**Margin comments on the static elimination of LO phonons between two Fröhlich polarons**

Units are Gaussian. $\varepsilon_0$ and $\varepsilon_\infty$ are the static and high-frequency dielectric constants, $\eta=\varepsilon_\infty/\varepsilon_0$ and $1/\varepsilon^*=1/\varepsilon_\infty-1/\varepsilon_0$. $m$ is the band mass, $M$ the polaron mass, $W$ an interaction energy.

**1. Where the assumption enters.** With $\rho_{\mathbf q}=\sum_j e^{i\mathbf q\cdot\mathbf r_j}$ the coupling is $\sum_{\mathbf q}(g_q\rho_{\mathbf q}a_{\mathbf q}+\text{h.c.})$, where $|g_q|^2=2\pi e^2\hbar\omega_{LO}/(\mathcal V q^2\varepsilon^*)$. Shifting each oscillator to its minimum gives $-\sum_{\mathbf q}|g_q|^2|\rho_{\mathbf q}|^2/\hbar\omega_{LO}$, whose cross term is $-e^2/(\varepsilon^* r)$. Hence
$$W_0=\frac{e^2}{\varepsilon_\infty r}-\frac{e^2}{\varepsilon^* r}=\frac{e^2}{\varepsilon_0 r}.$$
The shift treats $\rho_{\mathbf q}$ as constant in time. The lattice is assumed to respond without delay.

**2. Why small $\eta$ exposes it.** From $\alpha=(e^2/\hbar\varepsilon^*)\sqrt{m/2\hbar\omega_{LO}}$, units $\hbar=m=\omega_{LO}=1$ give $e^2/\varepsilon^*=\sqrt2\alpha$. The direct repulsion constant is $U=e^2/\varepsilon_\infty=\sqrt2\alpha/(1-\eta)$, which exceeds $\sqrt2\alpha$ for $0<\eta<1$. The net constant is only $U-\sqrt2\alpha=\eta U$. For SrTiO$_3$ the compiled values $\varepsilon_\infty=5.2$ (Pishtshev 2010) and $\varepsilon_0=310$ at room temperature (Hong 2013) give $\eta=0.0168$ and $U/\sqrt2\alpha=1.017$. With a typical low-temperature $\varepsilon_0\approx2\times10^4$, $\eta=2.6\times10^{-4}$ and $U/\sqrt2\alpha=1.00026$. A fractional change of the attraction is multiplied by $(1-\eta)/\eta$ when referred to $W_0$.

**3. Dropping it.** Let the source vary at frequency $\nu$. The parts driven through $a$ and $a^\dagger$ carry $1/(\omega_{LO}-\nu)+1/(\omega_{LO}+\nu)$ in place of $2/\omega_{LO}$, so
$$W(\mathbf q,\nu)=\frac{4\pi e^2}{q^2}\left[\frac1{\varepsilon_\infty}-\frac1{\varepsilon^*}\frac{\omega_{LO}^2}{\omega_{LO}^2-\nu^2}\right]=\frac{4\pi e^2}{q^2\varepsilon_0}\left[1-\frac{\nu^2}{\Omega^2}-\dots\right],\qquad \frac1{\Omega^2}=\frac{1-\eta}{\eta\,\omega_{LO}^2}.$$
The first bracket is $1/\varepsilon(\nu)$. A harmonic oscillator responds to a force independently of its occupation, so temperature enters only through the parameters. With the Lyddane–Sachs–Teller relation $\omega_{TO}^2=\eta\,\omega_{LO}^2$ one has $1/\Omega^2=1/\omega_{TO}^2-1/\omega_{LO}^2$. The series converges up to $\omega_{LO}$, yet its first term equals $W_0$ near $\omega_{TO}$. No TO phonon is exchanged. Its frequency appears because $1/\varepsilon$ vanishes there.

**4. Which frequency.** Let polarons with parabolic dispersion scatter as $\mathbf k_1\to\mathbf k_1+\mathbf q$, $\mathbf k_2\to\mathbf k_2-\mathbf q$. The first gains $\hbar(\mathbf q\cdot\mathbf v_1+\hbar q^2/2M)$ and the second loses $\hbar(\mathbf q\cdot\mathbf v_2-\hbar q^2/2M)$. Energy conservation makes these equal, and so equal to their mean:
$$\nu=\mathbf q\cdot\mathbf V,\qquad \mathbf V=\tfrac12(\mathbf v_1+\mathbf v_2).$$
Only the centre-of-mass velocity relative to the lattice enters. It is conserved, so no classical trajectory is needed.

**5. The first correction.** A factor $-(\mathbf q\cdot\mathbf V)^2$ transforms to $(\mathbf V\cdot\nabla)^2$. With $\theta$ the angle between $\mathbf r$ and $\mathbf V$,
$$\delta W=\frac{e^2}{\varepsilon_0\Omega^2}(\mathbf V\cdot\nabla)^2\frac1r=\frac{e^2\ell^2}{\varepsilon_0}\left[\frac{3\cos^2\theta-1}{r^3}-\frac{4\pi}{3}\delta^3(\mathbf r)\right],\qquad \ell=\frac{V}{\Omega},$$
so that for $r>0$
$$\frac{\delta W}{W_0}=\frac{\ell^2}{r^2}\,(3\cos^2\theta-1).$$
The $1/r$ law survives as $r\to\infty$, but it sets in only beyond $\ell$. A pair in file repels more strongly, a pair side by side less. The angular average of the tail vanishes.

**6. A pair at rest.** Classically, expanding the delay adds $\delta L=-(e^2/\varepsilon_0\Omega^2)(\mathbf v_1\cdot\nabla)(\mathbf v_2\cdot\nabla)r^{-1}$ to the Lagrangian. With $\mathbf u=\mathbf v_1-\mathbf v_2=\dot{\mathbf r}$, the operator is $(\mathbf V\cdot\nabla)^2-\frac14(\mathbf u\cdot\nabla)^2$. The first piece is $-\delta W$. For the second, $(\mathbf u\cdot\nabla)^2r^{-1}=\frac{d}{dt}(\mathbf u\cdot\nabla r^{-1})-\dot{\mathbf u}\cdot\nabla r^{-1}$. Dropping the total derivative and inserting $\dot{\mathbf u}=-(2/M)\nabla W_0$ leaves
$$\delta W'=-\frac{e^4}{2M\varepsilon_0^2\Omega^2r^4}.$$
This is the classical remainder at $\mathbf V=0$, one order higher in $e^2$.

**7. Several polar modes.** SrTiO$_3$ has three polar branches in the cubic description. Without damping $1/\varepsilon(\nu)=\varepsilon_\infty^{-1}\prod_j(\omega_{Tj}^2-\nu^2)/(\omega_{Lj}^2-\nu^2)$, and the logarithmic derivative in $\nu^2$ gives
$$\frac1{\Omega^2}=\sum_j\left(\frac1{\omega_{Tj}^2}-\frac1{\omega_{Lj}^2}\right),\qquad \frac{\varepsilon_0}{\varepsilon_\infty}=\prod_j\frac{\omega_{Lj}^2}{\omega_{Tj}^2}.$$
Take as approximate, temperature-independent inputs LO modes at 171, 474 and 795 cm$^{-1}$ and hard TO modes at 175 and 545 cm$^{-1}$. The product rule then fixes the soft mode.

| $\varepsilon_0$ | $\omega_{T1}$ (cm$^{-1}$) | $\Omega$ (cm$^{-1}$) |
|---|---|---|
| 310 | 87.5 | 89 |
| $2\times10^4$ | 10.9 | 10.9 |

At low temperature $\hbar\Omega=1.35$ meV. In partial fractions $1/\varepsilon=1/\varepsilon_\infty-\sum_j w_j\omega_{Lj}^2/(\omega_{Lj}^2-\nu^2)$ with $w_j>0$, so the $\nu^4$ term is at most $\nu^2/\omega_{L1}^2$ times the $\nu^2$ term.

**8. Size in the model at 4 K.** Assume a dilute nondegenerate gas and an isotropic $M\approx2m_e$. The pair has mass $2M$, so $V_{\rm rms}=\sqrt{3k_BT/2M}=6.7\times10^3$ m/s and $\ell=3.3$ nm. At $r=10$ nm, $W_0=7.2\ \mu$eV, and $\delta W/W_0=+0.22$ in file and $-0.11$ side by side. On the axis $(\hat{\mathbf V}\cdot\nabla)^4r^{-1}=24/r^5$ against $2/r^3$ for the second derivative, so the next order is at most $12(V/\omega_{L1}r)^2=0.005$ of $\delta W$. The acceleration term is $|\delta W'|/W_0=7.5\times10^{-4}$.

**9. The same in momentum space.** The relative motion has reduced mass $\mu=M/2$, $u_{\rm rms}=\sqrt{3k_BT/\mu}$ and $\hbar/\mu u=8.6$ nm, longer than $\ell$. The correction is therefore better read as a factor on the direct scattering amplitude. For the long-range part the Born approximation holds, since $e^2/(\varepsilon_0\hbar u)=0.008$. Scattering by 90° at $u_{\rm rms}$ has $q^2=2(\mu u/\hbar)^2=3Mk_BT/\hbar^2$. The thermal average is $\langle(\hat{\mathbf q}\cdot\mathbf V)^2\rangle=k_BT/2M$. The amplitude is reduced on average by the fraction
$$\frac{\langle\nu^2\rangle}{\Omega^2}=\frac32\left(\frac{k_BT}{\hbar\Omega}\right)^2,$$
from which the mass has cancelled. The model gives 0.10 at 4 K. With $\Omega$ held fixed it would reach unity at 13 K, and the hardening of the soft mode on warming moves that point upward. The 310 row gives 8 at 300 K, where $k_BT>\hbar\omega_{L1}$ and the truncated series only signals that the static form has failed. For GaAs, typical inputs $\varepsilon_\infty\approx10.9$, $\varepsilon_0\approx12.9$, $\hbar\omega_{LO}\approx36$ meV give $\hbar\Omega=84$ meV and $2.5\times10^{-5}$ at 4 K.

**10. A rival with the same power of $r$.** Deformation-potential coupling $D\,\nabla\cdot\mathbf s$ of the displacement $\mathbf s$, for isotropic longitudinal sound of speed $c_L$ and density $\rho_m$, gives $-D^2q^2/[\rho_m(c_L^2q^2-\nu^2)]$. At $\nu=0$ this is a contact term. At $\nu=\mathbf q\cdot\mathbf V$ its first correction is $-(D^2/\rho_mc_L^4)(\hat{\mathbf q}\cdot\mathbf V)^2$, with the sign and shape of the optical term $-(4\pi e^2/\varepsilon_0\Omega^2)(\hat{\mathbf q}\cdot\mathbf V)^2$. The compiled room-temperature lattice constant 3.905 Å (Zhang 2017) and a formula mass of 183.5 u give $\rho_m=5.12$ g/cm$^3$. With approximate $|D|\approx4$ eV and $c_L\approx8.0\times10^3$ m/s the ratio is
$$\frac{D^2\varepsilon_0\Omega^2}{4\pi e^2\rho_mc_L^4}=0.6 .$$
Since $V_{\rm rms}/c_L=0.84$, the acoustic series converges slowly and its higher terms change the angular shape. The $1/r^3$ tail of comment 8 is only the Fröhlich share.

**11. Rivals at short range.** The formula changes the sign of the side-by-side interaction at $r=\ell$, and this should not be read literally. Each electron moves within its cloud at frequencies near $\omega_{L3}$, outside the expansion in $\nu$. Its range is $r_p=\sqrt{\hbar/2M\omega_{L3}}=0.44$ nm, somewhat more with the band mass. Correlated motion of this kind gives a dispersion attraction of order $(e^2r_p^2/\varepsilon_\infty r^3)^2/\hbar\omega_{L3}$, with no factor $\eta$. This estimate is 0.004 of $W_0$ at 10 nm and about 1 times $W_0$ at $r=\ell$. Likewise the Coulomb amplitude $2\mu e^2/(\varepsilon_0\hbar^2q^2)$ at the $q$ of comment 9 is only 0.07 nm, below the s-wave amplitude of order $r_p$ expected from the cores. The fraction 0.10 refers to the long-range part alone.

**12. Model and crystal.** These numbers belong to a cubic, undamped, isotropic-mass model whose $\Omega$ follows from the assumed $\varepsilon_0$. At 4 K the crystal is tetragonal, and the soft mode typically splits into components near 1 and 2 meV. As $\delta W/W_0\propto\Omega^{-2}$, the relative correction for fields along the softer axes is then about 1.8 times the model's value and along the harder axis about 0.46 times it.